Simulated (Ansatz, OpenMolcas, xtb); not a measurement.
## How methods differ on InSiH5 (SMILES [SiH3][InH2])

InSiH5: 7 atoms, total charge 0, spin state singlet. As SMILES, `[SiH3][InH2]`. Geometry: relaxed at PBE0-D4/def2-TZVP.

Quantity: the vertical ionisation energy (to the doublet cation), in eV. The values are calculated.

```
                               level                    kind     program  value (eV)  less CCSD(T)/def2-TZVP
                            GFN2-xTB          semi-empirical         xtb       12.70                   +3.31
    SVWN5/def2-TZVP (core potential)                     LDA  OpenMolcas        9.36                   -0.03
      PBE/def2-TZVP (core potential)                     GGA  OpenMolcas        9.19                   -0.20
    M06-L/def2-TZVP (core potential)                meta-GGA  OpenMolcas        9.17                   -0.22
    B3LYP/def2-TZVP (core potential)           global hybrid  OpenMolcas        9.37                   -0.02
CAM-B3LYP/def2-TZVP (core potential)  range-separated hybrid      Ansatz        9.46                   +0.07
   B2PLYP/def2-TZVP (core potential)           double hybrid      Ansatz        9.36                   -0.03
  RPA@PBE/def2-TZVP (core potential)                     RPA      Ansatz        9.44                   +0.05
  CCSD(T)/def2-TZVP (core potential)   coupled cluster or CI      Ansatz        9.39                    0.00
```

CCSD(T)/def2-TZVP (core potential) is the highest level here, not the true value. Spin-orbit coupling is left out. The values span 9.17 to 12.70 eV. The xTB values lack the empirical shift that such differences need. In the correlated wave-function rows the outer d shell of In is correlated, in sets not made for it.

Apart from GFN2-xTB, the methods agree closely on the vertical ionisation energy, running from 9.17 eV with M06-L to 9.46 eV with CAM-B3LYP around the coupled-cluster value of 9.39 eV. Trivalent indium has no 5s lone pair to ionise, so the electron probably leaves the In–Si σ bond, which should lie above the In–H and Si–H bonding levels because both of its partners are electropositive. A hole in one well-separated σ orbital of a closed-shell molecule is a fairly undemanding case, which fits the narrow spread.

PBE and M06-L give the lowest values, and the hybrids lie closer to the reference, possibly because exact exchange describes the hole better. SVWN5 breaks any simple ordering by rung: it comes as close as B2PLYP, which suggests cancelling errors rather than a better description of the cation. If the σ-hole picture holds, the In–Si bond should lengthen after ionisation, so the adiabatic energy could lie noticeably below these vertical values.
